The electrons that bind a metal usually fill a range of energy between a few and about ten electronvolts deep. If they moved freely, the density of states would rise smoothly from the bottom of that range, as the square root of the energy. The table tests this picture on Ca2YGe2, computed with the PBE functional. Energies count from the Fermi level, so rows with negative energy are filled, and the columns after the total say how much of it sits on which atomic orbitals.

Density of states of Ca2YGe2 (I4/mmm, unrelaxed cell of 5 atoms) from Ansatz 0.2.0: PBE, scalar-relativistic, plane waves with PAW datasets, 420 eV cutoff, no spin polarisation, 8×8×8 k-mesh, Fermi-Dirac smearing of 0.1 eV. Values are means over bins of 0.50 eV, and orbital projections are summed over the atoms of an element.

```
bin centre from the Fermi level (eV)  total (states/eV/cell)  on Ge p (states/eV/cell)  on Y d (states/eV/cell)  on Ge s (states/eV/cell)  on Ca s (states/eV/cell)
                               -9.78                    0.00                      0.00                     0.00                      0.00                      0.00
                               -9.28                    0.20                      0.00                     0.00                      0.11                      0.06
                               -8.78                    1.72                      0.06                     0.03                      1.17                      0.32
                               -8.28                    2.08                      0.09                     0.13                      1.62                      0.15
                               -7.78                    0.23                      0.02                     0.01                      0.13                      0.06
                               -7.28                    1.48                      0.12                     0.07                      1.03                      0.20
                               -6.78                    2.29                      0.16                     0.08                      1.83                      0.10
                               -6.28                    0.00                      0.00                     0.00                      0.00                      0.00
                               -5.78                    0.00                      0.00                     0.00                      0.00                      0.00
                               -5.28                    0.00                      0.00                     0.00                      0.00                      0.00
                               -4.78                    0.00                      0.00                     0.00                      0.00                      0.00
                               -4.28                    0.00                      0.00                     0.00                      0.00                      0.00
                               -3.77                    0.00                      0.00                     0.00                      0.00                      0.00
                               -3.27                    2.10                      1.26                     0.15                      0.06                      0.20
                               -2.77                    2.07                      1.31                     0.11                      0.08                      0.19
                               -2.27                    2.90                      1.96                     0.29                      0.08                      0.23
                               -1.77                    3.78                      2.73                     0.47                      0.09                      0.13
                               -1.27                    3.26                      2.22                     0.54                      0.07                      0.13
                               -0.78                    3.42                      1.90                     0.93                      0.06                      0.08
                               -0.28                    4.51                      2.26                     1.21                      0.07                      0.03
                                0.23                    2.04                      0.93                     0.61                      0.03                      0.02
                                0.72                    2.46                      0.32                     1.20                      0.04                      0.04
                                1.23                    4.31                      0.38                     2.08                      0.07                      0.06
                                1.73                    4.32                      0.54                     1.69                      0.08                      0.08
```

(a) Treat the electrons outside the semicore shells as a free-electron gas in the volume of the cell. How deep should the filled range be, and which rows break the smooth curve most?

Solution. The cell holds 59 electrons in the calculation. Of these, 44 belong to semicore shells: 8 on each Ca, 8 on Y and 10 on each Ge. That leaves 15 electrons in 5 × 23.06 = 115.3 Å³, a density n of 0.13 per Å³. The depth of a free-electron gas is

E_F = (ħ²/2m) (3π²n)^(2/3) ≈ 3.81 eV Å² × 2.46 Å⁻² ≈ 9.4 eV,

and its density of states at the Fermi level is

g = (3/2) × 15 / E_F ≈ 2.4 states/eV per cell.

The computed states begin between 9 and 9.5 eV below the Fermi level, so the depth agrees. The shape does not. Six rows, from -6.28 to -3.77, are empty where the curve asks for 1.4 to 1.9 states/eV, and the last filled row, at -0.28, exceeds the curve by 2.1 states/eV, the largest difference of all. The output printed after the text compares this curve, which has no adjusted constant, with every row.

The agreement in depth is therefore no sign of free electrons. The bottom of the range is mostly Ge s, so its position reflects how strongly germanium binds its 4s electrons.

(b) How many electrons does the empty stretch displace, where do they go, and what opens it?

Solution. The smooth curve would put about 4.9 electrons into the empty rows. Since the total is fixed and the depth is nearly the same, they must crowd into the rows on either side. Below the void there are 4 electrons where the curve has about 2.5, and between the void and the Fermi level there are 11 where it has about 7.6. The void and most of the excess around it are thus one effect seen twice.

The orbital columns show what lies on the two sides. Below the void, about three quarters of the weight is Ge s; above it, Ge p leads in every filled row. In a free germanium atom the 4s level lies roughly 8 eV below 4p, because an s electron penetrates closer to the nucleus and feels more of its charge. In a solid, overlap between neighbours broadens each level into a band. A void remains when the distance between the levels exceeds the broadening, and here at least 3 eV remain.

The weak row at -7.78 is a smaller break, inside the Ge s states. It separates two peaks that hold two electrons each, as expected of one s band for each of the two Ge atoms in the cell. Each Ge atom in this cell has four close Ca neighbours and one close Ge neighbour. Two s orbitals in such a pair combine into a bonding level and an antibonding level above it, and this is the likely origin of the two peaks.

Their spacing, about 1.5 eV, and the width of the void hold for this geometry alone. The cell was not relaxed, and a force of more than 3 eV/Å on each Ge atom points towards the other atom of its pair. A shorter pair would overlap more and split its s levels further.

(c) Simple ion counting gives Ca²⁺, Y³⁺ and a pair Ge₂⁶⁻ whose filled levels hold 14 electrons, with one electron left over. Does the density of states mark the 14th electron? What happens at the Fermi level instead?

Solution. The Ge pair would have the electron count of a fluorine molecule: four s electrons and ten p electrons, with only the highest antibonding p level empty. The 15th electron of the cell would then start a new band, and a gap or a dip should follow the 14th. The running count reaches 12.8 below the row at -0.28 and 15.0 at its upper edge. The 14th electron thus falls inside the highest of all filled rows, so bins of this width show no dip there.

The filled p orbitals of the same run suggest why. Those along the axis of the pair hold 2.1 electrons, against 2.5 in each of the two sets across it. If the antibonding level were empty, the set along the axis would hold only about half as much as either of the others. That level is therefore partly filled, and the pair is not the closed shell that ion counting assumes.

The Y d column shows a further limit of the ionic picture. The electron left over by the ion count could sit on yttrium, but the first 14 should leave its d orbitals empty. Yet Y d makes up about 14% of the rows from -3.27 to -0.78, which all lie below the 14th electron. Its share grows from 7% at -3.27 to 27% at -0.28, though not at every step. Projections can pick up tails of neighbouring atoms, so this is no exact charge on yttrium. The growth towards the Fermi level is what mixing predicts, since two levels mix more strongly the closer they lie in energy.

The dip comes just after the Fermi level. From -0.28 to 0.23 the total falls by a factor of 2.2, and Ge p and Y d fall together. One row further up, Y d has doubled while Ge p has dropped again, so the dip divides states led by Ge p from states led by Y d. The running count reaches 16 at the upper edge of row 0.23, and 16 electrons are what it takes to fill every 4s and 4p level of two Ge atoms. The dip thus fits a Ge p band that is nearly full, with states led by Y d starting above it. Mixing between the two probably deepens the dip, since it pushes bonding combinations down and antibonding ones up, but no bonding analysis has tested this.

Against the smooth curve the dip is modest, only 16% below it. It looks deep because its neighbour is so high. The last two rows of the table rise above the curve again, by about 1.7 states/eV. Localised d orbitals pack many states into a narrow range, and Y d is the largest listed part there; empty Ca 3d states probably add to it.

The Fermi level lies on the steep flank between peak and dip, at 3.1 states/eV, so the cell is a metal. On such a flank a small shift of the electron count changes the density of states noticeably, and with it the electronic heat capacity. The calculation also forced equal numbers of up and down spins. An odd electron count does not require a moment in a metal, but a magnetic state of lower energy remains untested.

Numerical output:

```
Density of states against the free-electron curve:
    row  computed  free electron  difference  electrons up to top of bin
  -9.78         0              0           0                           0
  -9.28       0.2         0.2005  -0.0005243                         0.1
  -8.78      1.72         0.5945       1.125                        0.96
  -8.28      2.08         0.8153       1.265                           2
  -7.78      0.23         0.9869     -0.7569                       2.115
  -7.28      1.48          1.133      0.3473                       2.855
  -6.78      2.29          1.262       1.028                           4
  -6.28         0          1.379      -1.379                           4
  -5.78         0          1.486      -1.486                           4
  -5.28         0          1.587      -1.587                           4
  -4.78         0          1.681      -1.681                           4
  -4.28         0          1.771      -1.771                           4
  -3.77         0          1.857      -1.857                           4
  -3.27       2.1          1.939      0.1615                        5.05
  -2.77      2.07          2.017     0.05347                       6.085
  -2.27       2.9          2.092      0.8084                       7.535
  -1.77      3.78          2.164       1.616                       9.425
  -1.27      3.26          2.234       1.026                       11.05
  -0.78      3.42          2.301       1.119                       12.77
  -0.28      4.51          2.367       2.143                       15.02
   0.23      2.04          2.433     -0.3926                       16.04
   0.72      2.46          2.494    -0.03392                       17.27
   1.23      4.31          2.556       1.754                       19.43
   1.73      4.32          2.616       1.704                       21.59
Electrons outside the semicore shells, per cell: 15
Free-electron depth of the filled band, eV: 9.362
Electrons in the lower Ge s peak: 2
Electrons in the upper Ge s peak: 2
Share of Ge s in the two low peaks, percent: 73.62
Width of the empty rows between the s peaks and the p band, eV: 3
Electrons that the free-electron curve puts in the empty rows: 4.88
Electrons in the rows from -3.27 to -0.28: 11.02
Share of Ge p in these rows, percent: 61.89
Share of Y d in these rows, percent: 16.79
Ratio of row -0.28 to row 0.23: 2.211
Shortfall of row 0.23 against the free-electron curve, percent: 16.14
Share in none of the listed orbitals, last two rows, percent: 42.29
```
